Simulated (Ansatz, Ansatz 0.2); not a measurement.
# Spin-orbit splitting of grey tin at the zone centre from PBE and HSE06

## Background

The reference is a valence-band spin-orbit splitting Δ₀ of 0.8 eV at Γ for grey tin, taken from "Ge1−xSnx alloys: Consequences of band mixing effects for the evolution of the band gap Γ-character with Sn concentration" (2019, PubMed Central 6773784). The value is quoted there from earlier work, and neither method nor temperature is given with it. It is read here as the distance from the fourfold Γ₈ level at the Fermi energy down to the p-like twofold Γ₇ level. Grey tin has inverted bands, so an s-like Γ₇ level also lies below Γ₈ and must not be mistaken for the split-off state. This reading agrees with the usual meaning of the split-off energy, but the second-hand origin of the number remains a reservation.

| compared with | measured | source's wording or label | method |
| --- | --- | --- | --- |
| Delta0 (eV) | 0.8 | valence band spin-orbit splitting at Gamma | not stated |

Conditions are those given with the value in the passage it was taken from; "not stated" means there, and the paper may say more elsewhere. The values are a selection: others may have been left out beforehand as unlike or outlying.

## Strategy

The aim is to compute Δ₀ for the ideal, static diamond-type crystal with two atoms in the primitive cell. The cell comes from a diffraction entry for nanocrystals and is about 0.3 % short in length; the effect of the volume on the splitting is expected to be small, as is that of temperature.

Success is set at agreement within 15 %, or 0.12 eV. A semilocal functional can be expected to reach this, because the splitting arises mainly near the nucleus, where the p states feel the steep potential. The limit also leaves room for the known weakness of Kohn-Sham levels as quasiparticle energies.

PBE with spin-orbit coupling is therefore the starting level. A scalar-relativistic calculation would be cheaper but leaves the p-like valence states at Γ degenerate, so it cannot give Δ₀ at all. The numerical settings and the potential files are to be checked first, followed by a comparison with a hybrid functional and a test of the cell.

System: Sn; space group Fd-3m, 2 atoms, a database cell; structure from the Crystallography Open Database; note on this database entry: about 0.3 % short, nanocrystals.

## 1. PBE with spin-orbit coupling, numerically checked

The PBE calculation at the diffraction cell is paired with one at a higher cutoff and a denser mesh, since a zero-gap semimetal can be sensitive to the sampling around Γ. A third calculation uses norm-conserving files, because the splitting depends on how the potential near the nucleus is represented. The first two should agree closely; a somewhat larger difference is conceivable for the change of potential. In each case the split-off level is identified by its p character, not by its place in the order of levels.

**Run 1.** Ansatz 0.2: PBE with spin-orbit coupling, given cell (mesh 12x12x12, cutoff 420 eV, 2 atoms).

Key lines of the input:
```
crystal:
  lattice:
    - [0.0, 3.2333428, 3.2333428]
    - [3.2333428, 0.0, 3.2333428]
    - [3.2333428, 3.2333428, 0.0]
  atoms:
    - { symbol: Sn, position: [0.0, 0.0, 0.0] }
    - { symbol: Sn, position: [0.25, 0.25, 0.25] }
kpoints:
  mp_grid: { grid: [12, 12, 12] }
  band_path:
    path:
      - [[0.0, 0.0, 0.0], [0.5, 0.0, 0.5], [0.625, 0.25, 0.625]]
      - [[0.375, 0.375, 0.75], [0.0, 0.0, 0.0]]
    npoints: 8
scf:
  occupations: { method: fermi_dirac, width: 0.05 }
  n_extra_bands: 12
hamiltonian:
  xc: pbe
  pseudopotentials: { kind: paw_fr }
output:
  forces: true
  stress: true
  fatbands: true
magnetization:
  noncollinear: true
  spin_orbit: true
```

Command:
```
ansatz run input.yaml --threads 4 --pin off --max-ram 8192MiB --backend cpu --events-out ev --progress --plain --runs-dir out
```

Selected lines of the output:
```
[bands.tsv, levels up to the band that the electron count fills, then the next ones, eV from the Fermi level]
GAMMA -0.627 -0.627 -0.456 -0.456 0.227 0.227 | 0.227 0.227
[fatbands.tsv at GAMMA, level in eV (share of Sn p)] -0.627 (0.00) -0.627 (0.00) -0.456 (0.98) -0.456 (0.98) 0.227 (0.98) 0.227 (0.98) 0.227 (0.98) 0.227 (0.98)
```

Converged; 7.6 s on 4 cores of AMD EPYC 9B14 (Zen 4), shared host.

**Run 2.** Ansatz 0.2: PBE with spin-orbit coupling, given cell, cutoff 600 eV (mesh 18x18x18, cutoff 600 eV, 2 atoms).

Key lines of the input, as changed from run 1:
```diff
  kpoints:
-   mp_grid: { grid: [12, 12, 12] }
+   mp_grid: { grid: [18, 18, 18] }
+ basis:
+   ecutwfc: 600
```

Selected lines of the output:
```
[bands.tsv, levels up to the band that the electron count fills, then the next ones, eV from the Fermi level]
GAMMA -0.664 -0.664 -0.494 -0.494 0.189 0.189 | 0.189 0.189
[fatbands.tsv at GAMMA, level in eV (share of Sn p)] -0.664 (0.00) -0.664 (0.00) -0.494 (0.98) -0.494 (0.98) 0.189 (0.98) 0.189 (0.98) 0.189 (0.98) 0.189 (0.98)
```

Converged; 24 s on the same hardware.

**Run 3.** Ansatz 0.2: PBE on norm-conserving files with spin-orbit coupling (mesh 12x12x12, cutoff 979.61 eV, 2 atoms).

Key lines of the input, as changed from run 1:
```diff
  hamiltonian:
-   pseudopotentials: { kind: paw_fr }
+   pseudopotentials: { kind: nc_fr }
```

Selected lines of the output:
```
[fatbands.tsv at GAMMA, level in eV (share of Sn p)] -0.632 (0.00) -0.632 (0.00) -0.453 (0.98) -0.453 (0.98) 0.230 (0.98) 0.230 (0.98) 0.230 (0.98) 0.230 (0.98)
```

Converged; 21 s on the same hardware.

| quantity | run 1 | run 2 | run 3 | measured |
| --- | --- | --- | --- | --- |
| Delta0 (eV) | 0.683 | 0.683 | 0.683 | 0.8 |
| volume an atom (Å³) | 33.80 | 33.80 | 33.80 |  |

All three calculations give Δ₀ = 0.683 eV, so neither the tighter settings nor the change of potential files alters the splitting at the printed precision. It is 0.117 eV below the reference, a narrow pass with a margin too thin to rank levels on.

The projections show why the states had to be identified by character. The twofold level without p character lies below the p-like split-off level, whereas in grey tin it is known to lie between that level and Γ₈. PBE thus exaggerates the band inversion, a familiar consequence of its conduction s states lying too low relative to the p states. Taking the first level under Γ₈ happens to give the right splitting here, but it would fail once the order is corrected.

Γ₈ also lies about 0.2 eV above the computed Fermi energy, not at it. This offset changes with the tighter settings, but cancels in Δ₀.

## 2. A hybrid functional and the relaxed cell

HSE06 at the same cell tests whether the low splitting and the wrong level order share a remedy. Exact exchange should raise the s-like level relative to the p states and is expected to increase Δ₀ moderately. Its mesh is coarser than that of the PBE calculations.

The second calculation repeats PBE at its own relaxed cell. PBE usually makes such crystals too large, and a slightly smaller splitting is expected there. With so thin a margin, even a small change could turn the pass into a miss.

**Run 4.** Ansatz 0.2: HSE06 with spin-orbit coupling, given cell (mesh 6x6x6, cutoff 420 eV, 2 atoms).

Key lines of the input, as changed from run 1:
```diff
  kpoints:
-   mp_grid: { grid: [12, 12, 12] }
+   mp_grid: { grid: [6, 6, 6] }
    band_path:
-     npoints: 8
+     npoints: 1
  hamiltonian:
-   xc: pbe
+   xc: hse06
  output:
-   stress: true
```

Selected lines of the output:
```
[bands.tsv, levels up to the band that the electron count fills, then the next ones, eV from the Fermi level]
GAMMA -0.746 -0.746 -0.266 -0.266 0.012 0.012 | 0.012 0.012
[fatbands.tsv at GAMMA, level in eV (share of Sn p)] -0.746 (0.98) -0.746 (0.98) -0.266 (0.00) -0.266 (0.00) 0.012 (0.98) 0.012 (0.98) 0.012 (0.98) 0.012 (0.98)
```

Converged; 2.1 min on the same hardware. Warnings: filled_band_counts_differ_across_k_points (in short: The SCF's last iteration fills more bands at some k-points than others; expected for a known metal, but in hybrid or +U runs it may flag a wrong filling).

**Run 5.** Ansatz 0.2: PBE with spin-orbit coupling, own relaxed cell; relaxation step without spin-orbit coupling at 420 eV, mesh 12x12x12: volume +9.0 %, atoms stayed at their starting sites (mesh 12x12x12, cutoff 420 eV, 2 atoms).

Key lines of the input, as changed from run 1:
```diff
  crystal:
    lattice:
-     - [0.0, 3.2333428, 3.2333428]
-     - [3.2333428, 0.0, 3.2333428]
-     - [3.2333428, 3.2333428, 0.0]
+     - [0.0, 3.3273363363, 3.3273363363]
+     - [3.3273363363, 0.0, 3.3273363363]
+     - [3.3273363363, 3.3273363363, 0.0]
```

Selected lines of the output:
```
[bands.tsv, levels up to the band that the electron count fills, then the next ones, eV from the Fermi level]
GAMMA -1.136 -1.136 -0.356 -0.356 0.293 0.293 | 0.293 0.293
[fatbands.tsv at GAMMA, level in eV (share of Sn p)] -1.136 (0.00) -1.136 (0.00) -0.356 (0.99) -0.356 (0.99) 0.293 (0.98) 0.293 (0.98) 0.293 (0.98) 0.293 (0.98)
```

Converged; 11 s on the same hardware.

| quantity | run 4 | run 5 | measured |
| --- | --- | --- | --- |
| Delta0 (eV) | 0.758 | 0.649 | 0.8 |
| volume an atom (Å³) | 33.80 | 36.84 |  |

HSE06 gives Δ₀ = 0.758 eV, 0.042 eV below the reference and well within the 15 % limit. It also restores the known order of levels: the s-like state now lies between Γ₈ and the p-like split-off state. Reading off the first level under Γ₈ would here have given a much too small splitting. The warning about unequal band filling fits a zero-gap semimetal whose Γ₈ level lies almost at the Fermi energy, and the level order at Γ gives no sign of a wrong filling. The hybrid value rests on a 6×6×6 mesh, and its convergence with the mesh is not shown in this report; the PBE check does not settle it.

At its own relaxed cell PBE gives 0.649 eV, a miss. The volume is 9.0 % larger than in the diffraction cell, and the splitting falls by 0.034 eV, enough to turn the narrow pass into a failure. The s-like level also sinks further below Γ₈, so the excessive inversion becomes worse. Since the diffraction cell is itself slightly short, correcting it would move the PBE splitting towards the limit, not away from it.

## Results at a glance

| run | settings | Delta0 (eV) | deviation | cost |
| --- | --- | --- | --- | --- |
| 1 | PBE with spin-orbit coupling, given cell (mesh 12x12x12, cutoff 420 eV, 2 atoms) | 0.683 | −0.117 | under 1 core-min |
| 2 | PBE, mesh 18x18x18, cutoff 600 eV | 0.683 | −0.117 | 94 core-s |
| 3 | PBE on norm-conserving files with spin-orbit coupling (mesh 12x12x12, cutoff 979.61 eV, 2 atoms) | 0.683 | −0.117 | 82 core-s |
| 4 | HSE06 with spin-orbit coupling, given cell (mesh 6x6x6, cutoff 420 eV, 2 atoms) | 0.758 | −0.042 | 8.5 core-min |
| 5 | PBE with spin-orbit coupling, atoms stayed at their starting sites (mesh 12x12x12, cutoff 420 eV, 2 atoms) | 0.649 | −0.151 | under 1 core-min |
|  | measured | 0.8 |  |  |

Further runs on the same system, made beside this series (convergence steps with loose settings among them):

| further | settings | Delta0 (eV) | deviation | cost | status |
| --- | --- | --- | --- | --- | --- |
| F1 | r2SCAN with spin-orbit coupling, given cell (mesh 12x12x12, cutoff 500 eV, 2 atoms) | 0.672 | −0.128 | under 1 core-min |  |
| F2 | r2SCAN, own lattice | 0.653 | −0.147 | 93 core-s |  |
| F3 | PBEsol with spin-orbit coupling, given cell (mesh 12x12x12, cutoff 420 eV, 2 atoms) | 0.692 | −0.108 | under 1 core-min |  |
| F4 | PBE without spin-orbit coupling, given cell (mesh 12x12x12, cutoff 420 eV, 2 atoms) | 0.000 | −0.800 | under 1 core-min |  |
| F5 | LDA with spin-orbit coupling, relaxation step without spin-orbit coupling at 420 eV, mesh 12x12x12: volume +0.3 %, atoms stayed at their starting sites (mesh 12x12x12, cutoff 420 eV, 2 atoms) | 0.709 | −0.091 | under 1 core-min |  |
| F6 | LDA with spin-orbit coupling, given cell (mesh 12x12x12, cutoff 420 eV, 2 atoms) | 0.711 | −0.089 | under 1 core-min |  |
| F7 | PBE with spin-orbit coupling, another k-point mesh (mesh 8x8x8, cutoff 420 eV, 2 atoms) | 0.683 | −0.117 | under 1 core-min |  |
| F8 | PBE with spin-orbit coupling, another k-point mesh (mesh 6x6x6, cutoff 420 eV, 2 atoms) | 0.683 | −0.117 | under 1 core-min |  |
| F9 | PBE with spin-orbit coupling, cutoff 280 eV (mesh 12x12x12, cutoff 280 eV, 2 atoms) | 0.684 | −0.116 | under 1 core-min | warnings: cutoff_below_recommended |
|  | measured | 0.8 |  |  |  |

## How well does the simulation do?

PBE at the diffraction cell meets the 15 % target narrowly: Δ₀ is 0.683 eV against 0.8 eV, at under one core-minute. HSE06 at the same cell passes clearly with 0.758 eV, for 8.5 core-minutes.

The PBE value is numerically firm, as tighter settings and norm-conserving files leave it unchanged. Its pass still depends on the cell. At the relaxed PBE volume the splitting drops to 0.649 eV, a miss, and correcting the slightly short diffraction cell would lower it by roughly as much as the margin. LDA stays within the target at both the diffraction cell and its own relaxed one, while r2SCAN misses at both.

Without spin-orbit coupling the splitting vanishes, so the agreement rests on the right mechanism. The surrounding levels are another matter: PBE places the s-like state below the split-off state, and HSE06 restores the known order. Identification by p character was therefore the step that mattered most for reading the hybrid result.

All levels fall below the reference. Exact exchange recovers 0.075 eV of the PBE shortfall, which suggests that the semilocal description accounts for much of it. The remaining 0.042 eV could come from the limits of Kohn-Sham levels or from the reference, which is quoted second-hand without method or temperature. PBE gives the same splitting on a 6×6×6 mesh, but this does not establish convergence for HSE06, which remains unsettled.

[Logs are printed without paths, hosts, clocks, repeated set-up lines and the standing remarks that a program may print on its own settings, such as how far it seeks lower states.]

[The runs shown are a pick from a larger set of finished runs; failed, doubtful and other runs were left out of it ahead of writing. So were measured values far from every level or from commonly accepted values, and agreement can look better than it is. Lines of input and output are excerpts and may be shortened.]
